# Translated LSD exchange near and beyond R = 1

On-top functionals evaluate a spin-density functional with an effective polarisation built from the density and the on-top pair density of a multiconfigurational reference. The exchange factor of the translated local functional depends on one ratio $R$, and the translation yields a real polarisation only for $R\le 1$. This page derives the factor, its expansion about $R=1$, and the two simplest ways of going past that point. Hartree atomic units ($E_h$, bohr) and real orbitals are used throughout; the bond length is $d$, and $R$ always means the on-top ratio.

## Premises and conventions

**P1.** The spin-summed pair density $\Pi(\mathbf r_1,\mathbf r_2)$ is normalised to the number of pairs, $N(N-1)/2$. Its on-top value is $\Pi(\mathbf r)=\Pi(\mathbf r,\mathbf r)$, and

$$R(\mathbf r)=\frac{4\,\Pi(\mathbf r)}{\rho(\mathbf r)^2}\ \ge 0 .$$

Codes that normalise to $N(N-1)$ have $2\Pi/\rho^2$ for the same $R$.

**P2.** The energy is $E=V_{nn}+\langle\hat T+\hat V_{ne}\rangle+J[\rho]+E_{\rm ot}[\rho,\Pi]$, where $\rho$, $\Pi$ and the one-electron terms come from the reference wavefunction and $J$ is the classical Coulomb energy. This is the form used in multiconfiguration pair-density functional theory (Li Manni and co-workers, 2014). We treat the exchange part of $E_{\rm ot}$.

**P3.** The parent functional is LSD exchange: at each point, the exchange energy density of a uniform gas with the local spin densities.

**P4 (translation).** The spin densities fed to the parent are not the physical ones. They are those that a single determinant would need in order to have the reference's $\rho$ and $\Pi$ at that point. This is a modelling choice, not a theorem.

## Step 1: LSD exchange

For a determinant of collinear spin orbitals with one-particle density matrices $\gamma_\sigma$,

$$\Pi(\mathbf r_1,\mathbf r_2)=\tfrac12\Big[\rho(\mathbf r_1)\rho(\mathbf r_2)-\sum_\sigma|\gamma_\sigma(\mathbf r_1,\mathbf r_2)|^2\Big].\tag{1}$$

The second term gives the exchange energy, one piece per spin. In a uniform gas, filling plane waves up to $k_\sigma=(6\pi^2\rho_\sigma)^{1/3}$ gives $\gamma_\sigma(s)=\rho_\sigma\,3j_1(k_\sigma s)/(k_\sigma s)$ at separation $s$. The exchange energy per volume of spin $\sigma$ is

$$e_{x\sigma}=-\tfrac12\int\frac{\gamma_\sigma^2}{s}\,4\pi s^2\,ds=-\frac{18\pi\rho_\sigma^2}{k_\sigma^2}\int_0^\infty\frac{j_1(y)^2}{y}\,dy=-\frac{9\pi\rho_\sigma^2}{2k_\sigma^2},$$

since the integral equals $1/4$. Inserting $k_\sigma$ gives $e_{x\sigma}=-2^{1/3}C_x\,\rho_\sigma^{4/3}$ with Dirac's constant $C_x=\tfrac34(3/\pi)^{1/3}=0.7386$. With $\rho_{\uparrow,\downarrow}=\rho(1\pm\zeta)/2$ and $2^{1/3}\,2^{-4/3}=1/2$,

$$e_x=-C_x\,\rho^{4/3}\,\phi(\zeta),\qquad \phi(\zeta)=\tfrac12\big[(1+\zeta)^{4/3}+(1-\zeta)^{4/3}\big].\tag{2}$$

Changing $\zeta$ to $-\zeta$ swaps the two terms, so $\phi$ is even: relabelling the spins cannot change the energy.

## Step 2: the translation

At $\mathbf r_1=\mathbf r_2$, $\gamma_\sigma=\rho_\sigma$, and (1) becomes

$$\Pi=\tfrac12\big[\rho^2-\rho_\uparrow^2-\rho_\downarrow^2\big]=\rho_\uparrow\rho_\downarrow=\tfrac14\rho^2(1-\zeta^2).$$

A determinant therefore has $R=1-\zeta^2$, between 0 and 1, and a closed-shell determinant has $R=1$ everywhere. P4 inverts this relation:

$$\zeta^2=1-R .\tag{3}$$

The sign of $\zeta$ is left open by (3) and is not needed, because $\phi$ is even. We write $f(R)=\phi(\sqrt{1-R})$, so that $E_x=-C_x\int\rho^{4/3}f(R)\,d^3r$.

In terms of holes: the on-top exchange-correlation hole of the reference is $2\Pi/\rho-\rho=-\rho(1-R/2)$. The spin-averaged LSD exchange hole has the on-top value $-(\rho_\uparrow^2+\rho_\downarrow^2)/\rho=-\rho(1+\zeta^2)/2$, which under (3) is the same. The translation thus matches the on-top depth of the model exchange hole to that of the reference. A real $\zeta$ gives depths between $\rho/2$ and $\rho$. Where $R>1$ the reference's hole is shallower than $\rho/2$ on top, and no real $\zeta$ exists.

## Step 3: expansion about R = 1

For $|\zeta|<1$ both powers in (2) have binomial series; odd orders cancel and even orders add:

$$\phi=\sum_{n\ge0}\binom{4/3}{2n}\zeta^{2n},\qquad \binom{4/3}{2}=\frac{\frac43\cdot\frac13}{2}=\frac29,\qquad \binom{4/3}{4}=\frac{\frac43\cdot\frac13\cdot(-\frac23)(-\frac53)}{24}=\frac5{243}.$$

The next coefficient is $\frac{5}{243}\cdot\frac{(-8/3)(-11/3)}{30}=\frac{44}{6561}$. Using (3),

$$f(R)=1+\tfrac29(1-R)+\tfrac5{243}(1-R)^2+\tfrac{44}{6561}(1-R)^3+\dots\tag{4}$$

The square root in $\zeta=\sqrt{1-R}$, whose $R$ derivative diverges at $R=1$, has dropped out: $f$ is an ordinary power series in $1-R$ with $f'(1^-)=-2/9$. The ratio of successive coefficients, $(2n-\frac43)(2n-\frac13)/[(2n+1)(2n+2)]$, equals $(n-\frac23)(n-\frac16)/[(n+\frac12)(n+1)]$, so (4) is the hypergeometric series ${}_2F_1(-\frac23,-\frac16;\frac12;1-R)$. The ratio tends to 1, so the radius of convergence is $|1-R|=1$.

The limiting singularity sits at $R=0$. There $\zeta=1-R/2+\dots$, so $f=2^{1/3}(1-R/3+\dots)+\frac12(R/2)^{4/3}+\dots$. The value $f(0)=1.260$ and the slope $-2^{1/3}/3=-0.420$ are finite, while $f''$ diverges as $R^{-2/3}$. Nothing is singular at $R=1$.

## Step 4: truncation, ζ = 0 above R = 1

The plain translated functional sets $\zeta=0$ where $R>1$, so $f_t=f$ below 1 and $f_t=1$ above. The value is continuous, but

$$f_t'(1^+)-f_t'(1^-)=0-\big(-\tfrac29\big)=\tfrac29 .\tag{5}$$

Three consequences follow.

**Potentials jump.** With $\partial R/\partial\Pi=4/\rho^2$ and $\partial R/\partial\rho=-2R/\rho$, any factor $f$ gives

$$v_\Pi=\frac{\partial e_x}{\partial\Pi}=-4C_x\rho^{-2/3}f',\qquad v_\rho=\frac{\partial e_x}{\partial\rho}=-C_x\rho^{1/3}\big[\tfrac43f-2Rf'\big].\tag{6}$$

On crossing $R=1$ upwards, $v_\Pi$ falls from $\frac89C_x\rho^{-2/3}$ to zero, and $v_\rho$ rises from $-\frac{16}9C_x\rho^{1/3}$ to $-\frac43C_x\rho^{1/3}$. The step $\frac49C_x\rho^{1/3}$ is one third of the unpolarised LDA exchange potential.

**Second derivatives acquire a surface term.** Let $\rho$ and $\Pi$ depend smoothly on a parameter $\lambda$ (a nuclear coordinate, an orbital rotation). If $R=1$ is a surface on which $\nabla R\neq0$, the integrand of $dE_x/d\lambda$ has only a step and the integral is continuous in $\lambda$. Differentiating again, (5) puts $\frac29\delta(R-1)$ into $f_t''$, which adds

$$-\tfrac29C_x\oint_{R=1}\rho^{4/3}\,\frac{(\partial_\lambda R)^2}{|\nabla R|}\,dS$$

to $d^2E_x/d\lambda^2$. A grid that samples $f_t''$ point by point never sees this term.

**At a closed-shell determinant the energy has a kink.** There $R=1$ in all space, and a small change $\delta R$ contributes $\frac29C_x\int\rho^{4/3}\delta R\,d^3r$ taken only over the points where $\delta R<0$. This is not linear in $\delta R$, so in general no first derivative exists. Step 6 shows a case.

## Step 5: continuation, ζ = iη

On principal branches, $(1+\zeta)^{4/3}$ is analytic except for real $\zeta\le-1$, and $(1-\zeta)^{4/3}$ except for real $\zeta\ge1$. So $\phi$ is analytic in the $\zeta$ plane with these two cuts. Being even, it takes the same value for both roots $\pm\sqrt{1-R}$ and is a single-valued function of $\zeta^2=1-R$. That function is analytic away from $\zeta=0$ because the square root is locally analytic, and at $\zeta=0$ by (4). The cuts map to $R\le0$. Hence $f(R)$ extends analytically along the whole positive $R$ axis, and by the identity theorem this extension is unique.

For $R>1$, (3) gives $\zeta=i\eta$ with $\eta=\sqrt{R-1}$. In polar form $1\pm i\eta=\sqrt{1+\eta^2}\,e^{\pm i\vartheta}$ with $\vartheta=\arctan\eta<\pi/2$, so neither factor meets a cut. Raising to the power $4/3$ and averaging the two conjugate terms,

$$f_c=(1+\eta^2)^{2/3}\cos\!\big(\tfrac43\arctan\eta\big)=R^{2/3}\cos\!\big(\tfrac43\arctan\sqrt{R-1}\big).\tag{7}$$

The effective spin densities $\rho(1\pm i\eta)/2$ are complex conjugates. Their sum $\rho$ and their product $\rho^2R/4=\Pi$ are real, and so is the energy. Complex spin densities of this kind were discussed by Becke, Savin and Stoll (1995).

For the slope use $f_c=\mathrm{Re}(1+i\eta)^{4/3}$ and $dR=2\eta\,d\eta$:

$$f_c'(R)=\frac1{2\eta}\,\mathrm{Re}\big[\tfrac43\,i\,(1+i\eta)^{1/3}\big]=-\frac{2}{3\eta}R^{1/6}\sin\frac\vartheta3 .\tag{8}$$

As $\eta\to0$, $\sin(\vartheta/3)\to\eta/3$ and $f_c'\to-2/9$, equal to $f'(1^-)$. All higher derivatives match too, since (4) represents both sides for $0<R<2$. The steps in (6), the surface term and the kink are absent.

By (8), $f_c$ falls monotonically. At $R=2$, $\vartheta=\pi/4$ and $f_c=2^{2/3}\cos(\pi/3)=2^{-1/3}=0.7937$. It vanishes when $\frac43\vartheta=\pi/2$, that is $\eta=\tan(3\pi/8)=1+\sqrt2$ and $R_0=4+2\sqrt2=6.828$. For large $R$ it tends to $R^{2/3}\cos(2\pi/3)=-R^{2/3}/2$.

## Step 6: R in a two-configuration bond

Take the two-electron singlet with spatial part

$$\Psi=c_1\,g(\mathbf r_1)g(\mathbf r_2)-c_2\,u(\mathbf r_1)u(\mathbf r_2),\qquad c_1=\cos\theta,\quad c_2=\sin\theta,$$

with orthonormal $g=\sigma_g$ and $u=\sigma_u$; the ground state of H$_2$ has $0<\theta\le\pi/4$. For $N=2$, P1 gives $\Pi(\mathbf r_1,\mathbf r_2)=\Psi^2$. Integrating out one electron, the cross term vanishes by orthogonality and $\rho=2c_1^2g^2+2c_2^2u^2$. With $t=u^2/g^2$,

$$R=\frac{(c_1-c_2t)^2}{(c_1^2+c_2^2t)^2}.\tag{9}$$

On the midplane $u=0$ by symmetry, so $t=0$ and

$$R=\frac1{c_1^2},\qquad \eta=\frac{c_2}{c_1}=\tan\theta,\qquad f_c=\frac{\cos(4\theta/3)}{(\cos\theta)^{4/3}} .\tag{10}$$

The phase $\vartheta$ of the complex spin density equals the CI mixing angle. Any admixture of $\sigma_u^2$ puts the midplane above $R=1$, and $R\to2$ at dissociation. The reason is that $\sigma_u^2$ contributes neither to $\rho$ nor to $\Pi$ there, and both are scaled by $c_1^2$, while $R$ divides by $\rho^2$.

Setting $c_1-c_2t>c_1^2+c_2^2t$ shows that $R>1$ for $t<t^*=c_1(1-c_1)/[c_2(1+c_2)]$. The opposite sign of the root gives a second region, $t>c_1(1+c_1)/[c_2(1-c_2)]$, in which $R\to1/c_2^2$ at a node of $g$.

For small $\theta$, (9) gives $R=1-2\theta t+O(\theta^2)$, while $\rho$ changes only at second order. By (4), $dE_x/d\theta=-\frac49C_x\int\rho^{4/3}t\,d^3r$ at $\theta=0$ for the continued factor. The truncated factor has this slope for $\theta\to0^+$ and slope zero for $\theta\to0^-$, where $R>1$. That is the kink of Step 4.

If a doubly occupied core $\rho_{\rm c}$ is added to an active part $\rho_{\rm a}$, $\Pi_{\rm a}$, the opposite-spin core-active pairs are uncorrelated and $\Pi=\rho_{\rm c}^2/4+\rho_{\rm c}\rho_{\rm a}/2+\Pi_{\rm a}$. Then $R-1=(R_{\rm a}-1)(\rho_{\rm a}/\rho)^2$. On the midplane of a stretched symmetric Si–Si bond treated with two active electrons, the excess over 1 keeps its sign but is diluted by all other occupied orbitals.

## Range of validity

- **The mathematics.** Equations (2) to (8) are exact for the model P1 to P4. The linear form $1+\frac29(1-R)$ drops $\frac5{243}(1-R)^2$ at leading order. The series (4) serves for $0\le R\le2$, and (7) for all $R\ge1$.
- **Smooth does not mean accurate.** Analyticity selects (7) uniquely but does not show that it gives better energies than truncation. Other smooth choices exist, for instance damping $\zeta$ to zero over a window around $R=1$.
- **No model hole above R = 1.** With complex $\rho_\sigma$ the wavevector $k_\sigma$ is complex, $j_1(k_\sigma s)$ grows as $e^{|\mathrm{Im}\,k_\sigma|s}$, and the hole integral of Step 1 diverges. Only the energy density is continued, so normalisation and negativity of the hole no longer support it.
- **Large R.** Above $R_0$ the exchange energy density is positive. In (9) this happens at a node of $g$ when $c_2^2<1/R_0=0.1464$. The midplane of H$_2$, with $R\le2$, is far from this regime.
- **Correlation and gradients.** Translated LSD correlation is also a function of $\zeta^2$ near $R=1$, with a slope of opposite sign whose size is given below. A translated GGA multiplies each spin term by an enhancement factor, which changes the coefficient $2/9$ locally.

## Illustration: stretched H₂

Midplane values from (8) and (10); truncation gives $f_t=1$ and $f_t'=0$ in every row.

| $c_1^2$ | $R$ | $\theta$ (deg) | $f_c$ | $1+\frac29(1-R)$ | $f_c'$ |
|---|---|---|---|---|---|
| 0.90 | 1.1111 | 18.43 | 0.9756 | 0.9753 | −0.2179 |
| 0.75 | 1.3333 | 30.00 | 0.9280 | 0.9259 | −0.2104 |
| 0.60 | 1.6667 | 39.23 | 0.8595 | 0.8519 | −0.2012 |
| 0.50 | 2.0000 | 45.00 | 0.7937 | 0.7778 | −0.1937 |

For energies, take $d=4$ bohr (2.12 Å), 1s Slater functions $a,b=e^{-r_{A,B}}/\sqrt\pi$, and $c_1^2=0.75$. This weight is an input, chosen to reproduce the natural occupations of about 1.5 and 0.5 that are typical of H$_2$ near this distance. The overlap is $S=e^{-d}(1+d+d^2/3)=0.1893$, and $g,u=(a\pm b)/\sqrt{2(1\pm S)}$.

In prolate spheroidal coordinates $r_{A,B}=d(\mu\pm\nu)/2$, with $x=d\nu/2$, one has $a+b\propto e^{-d\mu/2}\cosh x$ and $|a-b|\propto e^{-d\mu/2}|\sinh x|$ with the same constant. Therefore

$$t=\kappa\tanh^2x,\qquad \rho=\rho_0\,e^{-d(\mu-1)}w(x),\qquad w=\cosh^2x\,\big(1+t\,c_2^2/c_1^2\big),$$

with $\kappa=(1+S)/(1-S)=1.467$ and the midpoint density $\rho_0=4c_1^2e^{-d}/[\pi(1+S)]=0.01471$ bohr$^{-3}$. $R$ depends on $x$ alone, and between the nuclei $|x|$ is the distance from the midpoint along the axis.

**Region.** $t^*=0.1547$ gives $x^*=\operatorname{artanh}\sqrt{t^*/\kappa}=0.337$ bohr. The region $R>1$ lies between two hyperboloid sheets that cut the axis at $\pm x^*$, and integrating $\rho$ over it gives 0.11 electron. The second region would need $t>6.46$, but $t\le\kappa\tanh^2(d/2)=1.36$, so it is absent.

**Midpoint.** $\rho_0^{1/3}=0.2450$ bohr$^{-1}$. The exchange energy per electron is $-0.181\,E_h$ with truncation and $-0.168\,E_h$ with $f_c=(4/3)^{2/3}\cos40^\circ=0.9280$, a difference of $0.0130\,E_h$ (0.35 eV).

**Steps at the boundary.** On the axis at $x^*$, $\rho=0.01729$ bohr$^{-3}$. By (6) the truncated $v_\rho$ jumps by $0.0849\,E_h$ (2.31 eV) and $v_\Pi$ drops by $9.82\,E_h\,$bohr$^3$.

**Integrated difference.** The volume element is $(d/2)^3(\mu^2-\nu^2)\,d\mu\,d\nu\,d\varphi$. With $p=4d/3$,

$$M(x)=\int_1^\infty e^{-p(\mu-1)}(\mu^2-\nu^2)\,d\mu=\frac{1-\nu^2}p+\frac2{p^2}+\frac2{p^3}=0.2710-0.1875\,\nu^2,\qquad \nu=\frac x2 .$$

The angle gives $2\pi(d/2)^3=16\pi$, and the two halves of the region cancel the factor in $d\nu=dx/2$:

$$E_x^{c}-E_x^{t}=16\pi\,C_x\rho_0^{4/3}\int_0^{x^*}w^{4/3}M\,(1-f_c)\,dx=0.1338\times4.40\times10^{-3}=0.59\ \mathrm{m}E_h,$$

or 0.37 kcal/mol. For scale, at dissociation (9) gives $R\to0$ on each atom ($t\to1$, $c_1=c_2$), and two fully polarised 1s densities give $E_x=-2\cdot2^{1/3}C_x\cdot\frac{27}{64}\pi^{-1/3}=-0.536\,E_h$. The difference is 0.11 % of that.

**Size of the omitted correlation term.** Near $\zeta=0$, $\varepsilon_c\approx\varepsilon_c(0)+\frac12\alpha_c\zeta^2$. At the midpoint $r_s=(3/4\pi\rho_0)^{1/3}=2.53$ bohr, where an approximate uniform-gas spin stiffness is $\alpha_c\approx0.028\,E_h$. The coefficient of $1-R$ is then $+0.014\,E_h$ against $-\frac29C_x\rho_0^{1/3}=-0.040\,E_h$ from exchange, a ratio of 0.35 in magnitude. Continuing correlation as well would cancel roughly a third of the exchange difference and of the slope jump.

These are the model's numbers, for a minimal basis, an assumed $c_1^2$ and local exchange. They show that the choice made above $R=1$ shifts this energy by a fraction of a kcal/mol, because the region holds little density, while it decides whether the potentials that drive orbital optimisation and response carry steps of the order of an electronvolt.